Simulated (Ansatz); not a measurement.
Relative energies of C2H6NSi isomers

2 of its isomers, all doublets with charge 0: A = `C=C[SiH2][NH]`; B = `C=C[N][SiH3]`.

Shapes, held fixed at every level: PBE0-D4/def2-TZVP. Flexible molecules stand in one conformer, not always the lowest. Programs: Ansatz 0.2.0.

A:

```xyz
10

C    -0.0701    1.8045    0.4103
C     0.6247    0.7306    0.0454
Si   -0.1959   -0.8536   -0.4521
N     0.4685   -2.1813    0.4746
H    -1.1564    1.7966    0.4435
H     0.4087    2.7381    0.6925
H     1.7117    0.7904    0.0366
H    -1.6714   -0.6792   -0.3073
H     0.1122   -1.2036   -1.8722
H    -0.1489   -2.9936    0.5316
```

B:

```xyz
10

C    -0.5640    2.0738   -0.1542
C    -0.0229    0.8355    0.2010
N    -0.2952   -0.2454   -0.4675
Si    0.3408   -1.8123   -0.0824
H    -1.2277    2.1394   -1.0076
H    -0.3320    2.9698    0.4080
H     0.6454    0.8213    1.0753
H     1.0952   -2.3111   -1.2607
H    -0.8005   -2.7256    0.1822
H     1.2440   -1.7966    1.1089
```

Electronic energies in kJ/mol, without zero-point or thermal terms.

```tsv
level	kind	B − A
HF/def2-TZVPP	Hartree–Fock	-37.1
r2SCAN-D4/def2-TZVPP	meta-GGA	-46.1
B3LYP-D4/def2-TZVPP	global hybrid	-45.1
BHLYP-D4/def2-TZVPP	global hybrid	-38.8
PBE0-D4/def2-TZVPP	global hybrid	-43.7
wB97X-V/def2-TZVPP	range-separated hybrid	-41.9
B2PLYP/def2-TZVPP	double hybrid	-40.7
```

B2PLYP/def2-TZVPP puts B lowest of these. All levels agree on that. The B − A difference spans -46.1 to -37.1 kJ/mol over the levels. Spin contamination: C2H6NSi (SMILES C=C[N][SiH3]) (⟨S²⟩ up to 0.94). Open shells run unrestricted.

The N-silyl vinylaminyl radical B lies below its isomer A, in which silicon separates the vinyl group from the NH radical centre, by 40.7 kJ/mol with B2PLYP. The main reason is probably conjugation. In B the singly occupied nitrogen p orbital overlaps with the adjacent C=C π system, giving a 1-azaallyl radical with spin shared between nitrogen and the terminal carbon. The geometry fits this picture: the C–C bond is longer than in A, and the C–N bond is short for a single bond. In A the saturated SiH2 unit interrupts this π pathway, leaving the spin largely on nitrogen.

The energy difference is not a pure delocalisation energy, however, because going from A to B also exchanges Si–C and N–H bonds for C–N and Si–H bonds. The preference for B is much larger than the spread between methods, which may partly reflect how each treats delocalised spin. The ordering says nothing about the barrier to rearrangement, so A could still persist kinetically.
